## Counting: $N^2$ inside a cone, $N$ outside it

A photon scatters from each of the $N=57$ electrons of Pr²⁺ with an amplitude of order the classical electron radius $r_e$. If the ion stays in its initial state, the amplitudes add, and as long as they add in phase the cross section is $N^2\sigma_T$, where $\sigma_T=\tfrac{8\pi}{3}r_e^2=0.6652$ b is the Thomson value (1 b $=10^{-28}$ m²). If the ion is left excited or ionised, the intensities add, and the ceiling is $N$ times the cross section of one free electron.

What decides between the two is the momentum transfer $q=2k\sin(\theta/2)$, with $k=E/\hbar c$ the photon wave number and $\theta$ the scattering angle. Electrons spread over a distance $r$ stay in phase while $qr\lesssim 1$, which for large $k$ means inside a forward cone of angle $1/kr$ and solid angle of order $1/(kr)^2$. The coherent cross section thus runs from $N^2$ to $N^2/(kr)^2$, the incoherent one climbs from zero towards $N$, and the two must cross.

Coherent (Thomson times form factor squared) and incoherent (Klein-Nishina times Waller-Hartree incoherent function) photon cross sections of Pr²⁺, [Xe] 4f³, from Radial Dirac-Fock and Kohn-Sham solver 3. Dirac-Fock average of configuration with spherical density and finite nucleus (rms radius 4.8919 fm); no anomalous dispersion.

| photon energies (eV) | coherent cross section (b) | incoherent cross section (b) |
| --- | --- | --- |
| 1000 | 2088 | 0.6898 |
| 2000 | 1905 | 2.237 |
| 5000 | 1299 | 7.023 |
| 17480 | 412.1 | 17.44 |
| 30000 | 204.4 | 21.66 |
| 100000 | 29.90 | 24.64 |
| 200000 | 8.644 | 21.88 |
| 1000000 | 0.3915 | 11.96 |

All rows come from one spherical Dirac-Fock density, an average over the 4f³ configuration and not the lowest level, so only the photon energy changes. Both columns are smooth. The features to explain are the steepening coherent slope, the incoherent turnover and the crossing. The analysis printed after the text fits nothing: every model is parameter-free and is applied to the rows as they stand.

## The coherent integral and its two limits

With $F(q)$ the Fourier transform of the electron density $\rho$,
$$\sigma_{\rm coh}=\pi r_e^2\int_{-1}^{1}(1+\cos^2\theta)\,F(q)^2\,d\cos\theta .$$

For small $k$, $F\approx N-q^2R/6$, where $R$ is the sum of $\langle r^2\rangle$ over all electrons. Since $q^2=2k^2(1-\cos\theta)$ and $\cos\theta$ averages to zero under the Thomson weight,
$$\sigma_{\rm coh}\approx N^2\sigma_T\left[1-\frac{2k^2R}{3N}\right].$$

For large $k$, the substitution $q\,dq=k^2\,d(1-\cos\theta)$ gives
$$J\equiv\frac{k^2\sigma_{\rm coh}}{2\pi r_e^2}=\int_0^{2k}\frac{1+\cos^2\theta}{2}\,F^2\,q\,dq\;\longrightarrow\;J_\infty=\iint\frac{\rho(\mathbf r)\rho(\mathbf r')}{|\mathbf r-\mathbf r'|^2}\,d^3r\,d^3r' .$$
The last form follows because $2\pi^2/q$ is the Fourier transform of $1/r^2$. So $\sigma_{\rm coh}\propto E^{-2}$ in the end, approached from the shallow side, since the upper limit and the angular factor both grow with $k$. The two limits probe opposite ends of the ion: $R$ weights the outer electrons, $J_\infty$ the compact ones.

## The 1000 eV row: all electrons nearly in phase

In atomic units $k=1000/(137.04\times27.211)=0.268$ bohr⁻¹, so $k^2=0.0719$. The same calculation gives $R=42.51$ bohr². The drop term is $2\times0.0719\times42.51/(3\times57)=0.0357$, and $N^2\sigma_T=2161$ b becomes $2161\times(1-0.0357)=2084$ b, which is 0.2 % below the tabulated 2088 b. With 59 electrons and the same $R$ the result is 2236 b, 7 % too high, so the row does belong to the doubly charged ion. Because $R$ and the Thomson weight are ingredients of the calculation, this agreement is a consistency check and no more. The $q^4$ terms left out are positive, which fits the sign of the miss. It grows to 2.8 % at 2000 eV, and at 5000 eV the drop term is 0.89 and the expansion is useless.

This is also the row where the coherent number is least trustworthy as physics. Without anomalous dispersion every electron responds as if free, and 1 keV lies just above the M₄,₅ edges (a rough recalled value is 0.9 keV), where the 3d electrons are resonant with the largely empty 4f shell. The 2000 eV row, not far above the remaining M edges, and the 5000 eV row, below the L₃ edge (roughly 6 keV as recalled), are affected as well.

The incoherent value, 0.69 b, is only 1.8 % of 57 free electrons. Here $F^2$ is replaced by the Waller-Hartree function
$$S(q)=N-\sum_{i,j}\left|\langle i|e^{i\mathbf q\cdot\mathbf r}|j\rangle\right|^2 ,$$
summed over occupied spin orbitals. At small $q$ the diagonal terms give $S=q^2R/3$, and the off-diagonal terms subtract the squared dipole elements between occupied orbitals, which are the transitions that the Pauli principle forbids. Writing $S=q^2R_{\rm eff}/3$ gives $\sigma_{\rm inc}=\tfrac23k^2R_{\rm eff}\,\sigma_T$, an $E^2$ law. The row yields $R_{\rm eff}=21.6$ bohr², and a crude two-row extrapolation to zero energy gives about 23, a little over half of $R$. The halving is in the numbers. That blocked dipole transitions cause it follows from the formula. That the 5s–5p pair carries most of it is a guess, resting on the filled outer shell holding the largest share of $R$. The slope $d\ln\sigma/d\ln E$ between the first two rows is 1.70, so the $E^2$ law is already bending.

The sum over final states in $S$ has no threshold in it. A free electron would take at most 3.9 eV at 1000 eV and 15.5 eV at 2000 eV, below the ionisation energy of the ion (roughly 22 eV, recalled). These two values therefore count weak inelastic excitation of bound electrons and are not Compton ejection of free ones.

## The 17480 eV row: one length is not enough

Here $2k=9.38$ bohr⁻¹, so the shortest length resolved is about 0.1 bohr. The quantity $\sqrt{\sigma_{\rm coh}/\sigma_T}$, an angle-averaged count of electrons in phase, has dropped from 56 to 25, and the incoherent cross section has reached 49 % of its free-electron ceiling.

Two models show what the coherent fall requires. The first is a single exponential cloud with the correct $N$ and $R$, for which $F=N/(1+q^2R/12N)^2$ and the rms radius is $\sqrt{42.51/57}=0.86$ bohr. It is within 1 % of the first two rows, as its construction largely ensures, but lies 58 % below the table at 17480 eV. Its slope between 5000 and 17480 eV is $-1.49$ where the table has $-0.92$. One length gives one sharp bend from slope 0 to slope $-2$, and the table bends over three decades of energy.

The second model gives each shell its own length: eight groups of nodeless orbitals with Slater screening, and $F=\sum_a n_a f_a(q)$ with $n_a$ the occupation and $f_a$ the analytic form factor of group $a$. The rms radii run from 1.8 bohr for 5s5p through 0.2 to 0.3 bohr for the M shell to 0.03 bohr for 1s. A shell leaves $F$ once $q$ times its radius passes a value of a few. At 17480 eV the 8 electrons with $n=5$ are confined to a narrow forward cone and the 21 with $n=4$ to a wide one of some tens of degrees, the M shell is being resolved at large angles, and the K and L electrons remain largely in phase. The shells drop out one after another, and the angular integral blurs the steps into a slope that steepens in every interval. This model is 2.7 % high at this row and follows all seven slopes to within 0.05.

The comparison shows that a single exponential length fails and that a spread of lengths suffices. It does not certify the individual radii: the model's $R$ is 41.0 bohr² against 42.5, and its 4f $\langle r^2\rangle$ is 1.79 bohr² against 1.54 in the Dirac-Fock density, so the agreement to 0.3 % below 5 keV owes something to errors that offset each other.

## The 1 MeV row: both limits nearly reached

At 1 MeV $J$ is 56400 bohr⁻². For the single cloud the integral is elementary, $J_\infty=2N^3/R=8712$ bohr⁻², too small by a factor of 6.5. The length $N/\sqrt{J}=0.24$ bohr that the table implies is of the size of the M shell and far below the 0.86 bohr set by $R$. The count $\sqrt{\sigma_{\rm coh}/\sigma_T}$ has fallen below one, which does not mean that coherence is gone: all 57 electrons are still in phase at $\theta=0$, but the cone is very narrow.

The last slope is $-1.92$, and $J$ at 200 keV is still only 88 % of its value at 1 MeV. Within the shell model the shortfall at 200 keV has two parts that multiply: the cut at $q=2k$ keeps 0.97 of the integral, and the angular factor averages 0.93 because the tail of $F$ from the innermost electrons is still scattered through wide angles. That split belongs to the model. The model also falls below the table progressively, by 4 % at 100 keV and 10 % at 1 MeV, far beyond the 0.04 % or less that rounding allows. The table therefore holds more compact density than the Slater shells do. Real orbitals have inner lobes that nodeless ones lack, and relativity contracts the s and p₁/₂ shells; both act in the right direction. These numbers do not apportion the deficit, but relativity is the likelier main part, since $(Z\alpha)^2$ is nearly 0.2 for praseodymium and Slater's rules contain no such correction. A non-relativistic run of the same ion would settle it.

The incoherent value, 11.96 b, is 99.3 % of $57\,\sigma_{\rm KN}=12.04$ b, where $\sigma_{\rm KN}$ is the Klein-Nishina cross section of a free electron. The gap of 0.08 b is well above the rounding and is what remains of binding. Since $N-S$ is a sum of squared form factors, it too is confined to a forward cone at high energy. That cone is wider than the one of $F^2$, because the sum gives the compact inner electrons more relative weight, and the deficit dies away somewhat more slowly than the coherent cross section. The agreement with Klein-Nishina itself is built in.

## The turnover and the crossing

The incoherent column is a product of two monotonic factors: the ratio to $57\,\sigma_{\rm KN}$, which rises in every interval, and $\sigma_{\rm KN}$, which falls once $E$ is a noticeable fraction of $mc^2$. Their logarithmic slopes add. Between 30 and 100 keV they are $+0.27$ and $-0.16$, a net rise. Between 100 and 200 keV they are $+0.11$ and $-0.28$, a net fall. The top marks no shell or edge, only the point where the two slopes cancel. The 24.64 b at 100 keV is the highest sampled value. The maximum lies somewhere between 30 and 200 keV, and a rough interpolation puts it nearer 75 keV.

The diagonal shell model $S=N-\sum_a n_af_a^2$ has no Pauli blocking between different orbitals and overshoots in every row: by 75 to 78 % in the two lowest, about what $41/23$ implies, by 35 % at 17480 eV and by 0.3 % at 1 MeV. Taking $q$ with or without the recoil shift of the photon changes these errors by less than one percentage point.

The crossing follows from the two limits. Setting $\tfrac34\sigma_TJ_\infty/k^2=N\sigma_{\rm KN}$, with the shell-model value $J_\infty=51250$ bohr⁻² and $\sigma_{\rm KN}/\sigma_T=0.74$ from the 100 keV row, gives $k^2=0.75\times51250/(57\times0.74)=911$, so $k\approx30$ bohr⁻¹ and $E\approx110$ keV. The table brackets the crossing between 100 and 200 keV, and rough interpolation also gives about 110 keV. The closeness is partly cancellation. The shell-model $J_\infty$ is about a tenth too low, and with the table's own 1 MeV value, 56431 bohr⁻², the same estimate gives 118 keV. Nor has either side reached its limit: at 100 keV $J$ is 0.764 of its 1 MeV value and the incoherent cross section 0.877 of its free-electron ceiling, and the larger shortfall on the coherent side pulls the crossing down.

The K edge (roughly 42 keV, recalled) falls between the 30 and 100 keV rows and leaves no trace, because the method cannot show it. Photoabsorption is a separate process, so the sum of the two columns is not the attenuation cross section.

## Neighbouring ions and elements

The following is argued from the limits above. Removing one more 4f electron to reach Pr³⁺ lowers the low-energy coherent value by about $2/57$, or 3.5 %, and the incoherent ceiling by half as much; the high-energy coherent tail should change by less than its low-energy end, because $J_\infty$ favours compact density. Neutral Pr adds two diffuse 6s electrons. They raise the zero-energy limit to 2316 b but add strongly to $R$, so they leave $F$ early and raise the incoherent cross section at the lowest energies, while at tens of keV and above the coherent curves of atom and ion should nearly merge.

Across the periodic table the Thomas-Fermi length $\propto Z^{-1/3}$ gives $J_\infty\propto Z^{8/3}$, against an incoherent ceiling $\propto Z$. These limits alone would make the crossing energy scale as $Z^{5/6}$. That power is an underestimate: $\sigma_{\rm KN}$ is smaller at the higher crossing energies of heavy elements, and relativistic contraction raises their $J_\infty$, so the real rise is steeper, nearer to proportional to $Z$. In a light element the binding suppression lifts before recoil has reduced $\sigma_{\rm KN}$ much, so its incoherent maximum lies at lower energy and closer to $N\sigma_T$ than in Pr²⁺, where the highest sampled value is $24.64/(57\times0.6652)=0.65$ of it. With fewer shells to pass through, its coherent slope also approaches $-2$ over a shorter range of energy.

Output of the analysis:

```
sigma_T 0.6652 b; N^2 sigma_T: 2161 b (57 e), 2316 b (59 e); coh first/last 5333
rounding floor: coh 0.006-0.038 %, inc 0.007-0.042 %
small-k law at 1000 eV: 2084 b vs 2088 b (-0.2 %); drop term 0.036
small-k law at 2000 eV: 1852 b vs 1905 b (-2.8 %); drop term 0.143
small-k law at 5000 eV: 229 b vs 1299 b (-82.4 %); drop term 0.894
small-k law with 59 e, same R, first row: 2236 b
Slater sum <r2> 41.0 vs run 42.5; 4f <r2> 1.79 vs run 1.54 bohr^2
Slater rms radii 1s,2sp,3sp,3d,4sp,4d,4f,5sp (bohr): 0.030 0.100 0.235 0.297 0.526 0.828 1.337 1.773
COH: E/eV, 2k/bohr^-1, sqrt(sig/sT), slope from prev row (table, shells, one-length), err % (shells, one-length)
    1000    0.54  56.02    nan    nan    nan   +0.1   -0.1
    2000    1.07  53.51  -0.13  -0.13  -0.14   +0.3   -0.9
    5000    2.68  44.19  -0.42  -0.42  -0.59   +0.3  -15.0
   17480    9.38  24.89  -0.92  -0.90  -1.49   +2.7  -58.5
   30000   16.09  17.53  -1.30  -1.35  -1.84   -0.0  -69.0
  100000   53.63   6.70  -1.60  -1.63  -1.96   -4.3  -79.9
  200000  107.27   3.60  -1.79  -1.83  -1.99   -6.7  -82.5
 1000000  536.35   0.77  -1.92  -1.94  -2.00   -9.9  -84.6
SATURATION J=k^2 sig/(2 pi re^2), bohr^-2; limits: shells 51250, one-length 8712
E/eV, J table, J/J(last), shell model: cut-off fraction, angular factor; max free recoil/eV
    1000      301  0.005  0.009  0.667        3.9
    2000     1098  0.019  0.032  0.667       15.5
    5000     4681  0.083  0.135  0.678       96.0
   17480    18150  0.322  0.501  0.725     1119.3
   30000    26516  0.470  0.674  0.768     3152.4
  100000    43098  0.764  0.911  0.883    28129.4
  200000    49838  0.883  0.973  0.932    87815.7
 1000000    56431  1.000  1.000  0.992   796495.8
INC: E/eV, KN/sT, 57KN/b, table/57KN, slopes (table, ratio, KN), diagonal-model err % (recoil q, elastic q), inc/coh
    1000  0.996  37.77  0.018   nan   nan   nan  +75.2  +75.7   0.0003
    2000  0.992  37.63  0.059  1.70  1.70 -0.01  +77.8  +78.5   0.0012
    5000  0.981  37.20  0.189  1.25  1.26 -0.01  +64.5  +65.3   0.0054
   17480  0.937  35.54  0.491  0.73  0.76 -0.04  +35.1  +36.0   0.0423
   30000  0.898  34.06  0.636  0.40  0.48 -0.08  +23.7  +24.4   0.1060
  100000  0.741  28.09  0.877  0.11  0.27 -0.16   +6.8   +7.1   0.8241
  200000  0.611  23.17  0.944 -0.17  0.11 -0.28   +2.8   +3.0   2.5312
 1000000  0.317  12.04  0.993 -0.38  0.03 -0.41   +0.3   +0.3  30.5492
R_eff=3 sig/(2k^2 sT): 21.6, 17.5 bohr^2 (rows 1,2); crude E->0 23.0; /R: 0.51, 0.54
deficit 57KN - table (b): 37.08 35.39 30.17 18.10 12.40 3.45 1.29 0.08 (table rounding 0.005 b in upper rows)
rough interpolated inc peak: 76 keV, 24.9 b; highest sampled 100 keV
rough log-interpolated crossover: 113 keV
worst row coh shells: 1000000 eV, -9.9 %
worst row coh one-length: 1000000 eV, -84.6 %
worst row inc diagonal: 2000 eV, +77.8 %
```
